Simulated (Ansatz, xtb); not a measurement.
**C4H7Cl2FSi: which of two isomers lies lower**

We compare X, `F/C=C(\C[SiH3])C(Cl)Cl`, a singlet, with Y, `F[C@@H](Cl)[C@@H]1C[Si@@H]1CCl`, a singlet. Both are isolated molecules in the gas phase, relaxed with B3LYP/def2-SVP, each in the lowest conformer that the search found.

Question: Estimate which is lower in electronic energy at CCSD(T)/def2-SVP + ΔMP2/def2-TZVPP, and by roughly how much.

Answer: Too close to call at this level: CCSD(T)/def2-SVP + ΔMP2/def2-TZVPP gives E(Y) − E(X) = +2.11 kJ/mol.

The same difference at several levels:

| level | geometry | E(Y) − E(X) (kJ/mol) | departure from the last row (kJ/mol) | job, with rough time for the two |
| --- | --- | --- | --- | --- |
| GFN2-xTB | GFN2-xTB | +95.05 | +92.94 | optimisation, 0.22 s |
| HF/STO-3G | GFN2-xTB | −14.56 | −16.67 | single point, 0.8 s |
| r2SCAN-D4/def2-SVP | GFN2-xTB | +1.31 | −0.80 | single point, 6.9 s |
| B3LYP/def2-SVP | B3LYP/def2-SVP | +13.47 | +11.36 | optimisation, 2.1 min |
| HF/def2-SVP | B3LYP/def2-SVP | +13.73 | +11.62 | part of the CCSD(T) run |
| MP2/def2-SVP | B3LYP/def2-SVP | +14.33 | +12.22 | part of the CCSD(T) run |
| CCSD(T)/def2-SVP | B3LYP/def2-SVP | +20.42 | +18.30 | single point |
| CCSD(T)/def2-SVP + ΔMP2/def2-TZVPP | B3LYP/def2-SVP | +2.11 |  | single point, 2.5 min |

As drawn, Y has 2 C–Si, 2 C–H in place of 1 C=C, 2 Si–H. Structure X has no ring, Y a 3-membered ring.

The largest departure from CCSD(T)/def2-SVP + ΔMP2/def2-TZVPP is that of GFN2-xTB, 92.94 kJ/mol. The last row adds to CCSD(T) the change of the MP2 difference between the two basis sets, here −18.30 kJ/mol, a large step that makes the value less sure.

With thermal terms from frequencies at re-optimised GFN2-xTB minima (ideal gas, soft modes damped towards free rotors, one conformer each, 298.15 K, 1 atm): the zero-point term adds +13.48 kJ/mol; ΔH is +14.64 and ΔG +15.36 kJ/mol.

The correlated steps freeze 20 core orbitals. Mirror images aren't counted in ΔG. Run with Ansatz 0.2.0, xtb 6.7.1; the last row on 4 threads of Arm Neoverse V1 on a shared host.

The near-degeneracy in electronic energy reflects two opposing contributions. Going from X to Y exchanges a whole C=C bond, σ and π, and two Si–H bonds for two C–Si and two C–H bonds. That exchange is normally favourable, but here much of the gain is spent on closing a silirane ring, whose small angles strain the bonds at both silicon and carbon.

The close agreement of HF, B3LYP and MP2 in the def2-SVP basis is no sign of convergence, since the larger basis shifts the balance markedly towards Y, probably through a better description of polarisation around silicon and in the bent ring bonds. The r2SCAN-D4 value near the final one may therefore owe something to error cancellation.

Vibrations separate the isomers more than the electronic energy does. Stiff C–H oscillators replace softer Si–H ones in Y, raising its zero-point energy, so the free energy leans towards X even though the electronic order is unresolved. None of this bears on the barrier between them, or on the silirane's kinetic persistence.
